\textbf{Question.} For substitutional diffusion I learned that only $\mu_i-\mu_V$ drives fluxes, with $\mu_V=kT\ln(c_V/c_V^{\rm eq})$. B2 NiAl has two sublattices and almost all its vacancies sit on the Ni one. Can I still use this $\mu_V$, and if not, how far off is it?

\textbf{Answer.} The network constraint survives. The logarithm does not: it assumes that a vacancy can be added at fixed composition without creating any other defect.

\textbf{Where the assumption enters.} Each jump swaps an atom with a vacancy, so in the lattice frame $\sum_i J_i+J_V=0$, with $i$ = Ni, Al. Isothermally and without stress,
\begin{equation}
T\sigma=-\sum_i J_i\cdot\nabla M_i,\qquad J_i=-\sum_j L_{ij}\nabla M_j,\qquad M_i=\mu_i-\mu_V . \tag{1}
\end{equation}
The symmetric matrix including vacancies can be taken with $L_{iV}=-\sum_jL_{ij}$ and $L_{VV}=\sum_{ij}L_{ij}$. None of this uses the form of $\mu_V$. The assumption comes in when the potentials are evaluated: on one lattice with dilute vacancies, an excess at fixed composition leaves $\mu_i$ unchanged up to $O(c_V)$, so $\delta M_i=-\delta\mu_V=-kT\,\delta\ln c_V$ for every $i$.

\textbf{Two sublattices.} Call the Ni sublattice $\alpha$ and the Al sublattice $\beta$. Take $N$ cells, non-interacting defects and ideal mixing on each sublattice (Wagner--Schottky model): $\mu_k^s=\epsilon_k^s+kT\ln y_k^s$, with $y_k^s$ the site fraction of $k$ (atom or vacancy) on $s$. At fixed $N$, $dF=\sum_{s,i}(\mu_i^s-\mu_V^s)\,dn_i^s$. I keep local equilibrium between the sublattices,
\begin{equation}
M_i=\mu_i^\alpha-\mu_V^\alpha=\mu_i^\beta-\mu_V^\beta , \tag{2}
\end{equation}
so $dF=\sum_iM_i\,dn_i$ and Eq.~(1) holds for the total fluxes. Sources and sinks must add or remove whole cells to keep the 1:1 site ratio, and $\partial F/\partial N=\mu_V^\alpha+\mu_V^\beta\equiv2\mu_V$ at fixed atom numbers. Ideal sinks therefore enforce $\mu_V=0$ for this mean only, and $\mu_i\equiv M_i+\mu_V$ is then the ordinary chemical potential.

Let $v$ and $b$ be the fractions of vacancies and Al antisites on $\alpha$, and $a$ that of Ni antisites on $\beta$. Vacancies on $\beta$ are rare, so $c_V=v/2$ per site. Eliminating $\mu_V^\beta$ with Eq.~(2) for Ni gives $2\mu_V=2\mu_V^\alpha+\mu_{\rm Ni}^\beta-\mu_{\rm Ni}^\alpha$, and subtracting Eq.~(2) for Ni and Al gives the exchange equilibrium. For dilute defects,
\begin{equation}
v^2a=K_T\,e^{2\mu_V/kT},\qquad ab=K_X,\qquad K=e^{-G/kT}, \tag{3}
\end{equation}
where $G_T$ belongs to the triple defect (two Ni vacancies and one Ni antisite) and $G_X$ to the antisite pair. With $x_{\rm Ni}=(1-v-b+a)/(2-v)=\tfrac12+\xi$, the composition reads $2(a-b)-(1-2\xi)v=4\xi$, or to the same order
\begin{equation}
2(a-b)-v=4\xi . \tag{4}
\end{equation}

\textbf{The correction.} Dividing the first of Eqs.~(3) by its form at $\mu_V=0$ and the same $\xi$,
\begin{equation}
\mu_V=kT\ln\frac{c_V}{c_V^{\rm eq}}+\frac{kT}{2}\ln\frac{a}{a^{\rm eq}} . \tag{5}
\end{equation}
The second term is new. An added cell brings an empty $\beta$ site, which a Ni atom from $\alpha$ fills, or an Al antisite returning home. At fixed $\xi$, Eq.~(4) with $d\ln b=-d\ln a$ gives $2(a+b)\,d\ln a=v\,d\ln v$, hence
\begin{equation}
\phi\equiv\frac{1}{kT}\left.\frac{\partial\mu_V}{\partial\ln c_V}\right|_\xi=1+\frac{v}{4(a+b)} . \tag{6}
\end{equation}
The diffusion potentials also split. On $\alpha$, $\delta M_{\rm Ni}=-kT\,\delta\ln v$. On $\beta$, $\delta(M_{\rm Ni}-M_{\rm Al})=kT\,\delta\ln a=2(\phi-1)kT\,\delta\ln v$, so
\begin{equation}
\delta M_{\rm Al}=-(2\phi-1)\,kT\,\delta\ln v . \tag{7}
\end{equation}
Thus $\delta\mu_{\rm Ni}=-\delta\mu_{\rm Al}=(\phi-1)kT\,\delta\ln v$: excess vacancies shift the atomic potentials. Where the composition is uniform and $c_V$ is not, Eq.~(1) gives
\begin{equation}
J_V=-kT\left[L_{VV}+2(\phi-1)\left(L_{\rm NiAl}+L_{\rm AlAl}\right)\right]\nabla\ln c_V , \tag{8}
\end{equation}
whereas the one-lattice rule keeps only $L_{VV}$.

\textbf{Size.} Take $T=1300$ K ($kT=0.112$ eV) and approximate inputs $G_T=2.0$ eV, $G_X=3.0$ eV, so $K_T=1.8\times10^{-8}$ and $K_X=2.3\times10^{-12}$. $G_T$ was chosen so that the stoichiometric thermal vacancy content, $c_V=0.16\%$, has the typical order of tenths of a per cent, so that number tests nothing. Solving Eqs.~(3) and (4) at $\mu_V=0$ gives the model's values:

\begin{tabular}{lllll}
$x_{\rm Ni}$ & $v$ & $a$ & $b$ & $\phi-1$\\
\hline
0.520 & $6.6\times10^{-4}$ & $4.0\times10^{-2}$ & $5.8\times10^{-11}$ & 0.004\\
0.505 & $1.3\times10^{-3}$ & $1.1\times10^{-2}$ & $2.2\times10^{-10}$ & 0.03\\
0.500 & $3.3\times10^{-3}$ & $1.6\times10^{-3}$ & $1.4\times10^{-9}$ & 0.50\\
0.495 & $2.0\times10^{-2}$ & $4.4\times10^{-5}$ & $5.4\times10^{-8}$ & $1.1\times10^{2}$\\
0.480 & $8.0\times10^{-2}$ & $2.8\times10^{-6}$ & $8.5\times10^{-7}$ & $6\times10^{3}$
\end{tabular}

\emph{Ni-rich.} Constitutional antisites form a reservoir that the extra cells barely disturb. Doubling $c_V$ at $x_{\rm Ni}=0.52$ gives $kT\ln2=78$ meV from the first term of Eq.~(5) and 0.5 meV from the second. The textbook form is safe.

\emph{Stoichiometric.} With $b\ll a$, Eq.~(4) gives $v=2a$ in or out of equilibrium, so $\mu_V=\tfrac32kT\ln(c_V/c_V^{\rm eq})$ whatever $G_T$ is. Doubling $c_V$ gives 116 meV in place of 78 meV, and $M_{\rm Al}$ moves twice as far as $M_{\rm Ni}$.

\emph{Al-rich.} The vacancies are constitutional, $v\approx-4\xi$, and the correction dominates. At $x_{\rm Ni}=0.48$ a relative excess of $10^{-4}$ raises $a$ by a factor 2.3 through Eq.~(4), already beyond the linear range of Eq.~(6). Equation~(5) gives 46 meV where the logarithm alone gives 0.011 meV. Here $c_V$ measures the composition, and the departure from sink equilibrium is recorded in the minority antisites.

\textbf{What is neglected.} For Al vacancies of fraction $w$, $vw=e^{-G_D/kT}$ at $\mu_V=0$. An approximate $G_D=2.5$ eV gives $w/v\le5\times10^{-4}$ across the table. Restoring the factors $1-v-b$, $1-a$ and $1-2\xi$ changes $\phi-1$ by less than 5\% in every row. The inputs matter more: 0.2 eV in a defect free energy changes its $K$ by a factor 6, and interactions among vacancies filling 8\% of a sublattice are absent from the model. The Al-rich entries are therefore orders of magnitude, while the factor $3/2$ rests only on the triple defect being the dominant thermal defect at stoichiometry. In practice, keep Eq.~(1), use $M_{\rm Ni}$ and $M_{\rm Al}$ as the two independent local variables, and apply the sink condition to $\mu_V^\alpha+\mu_V^\beta$.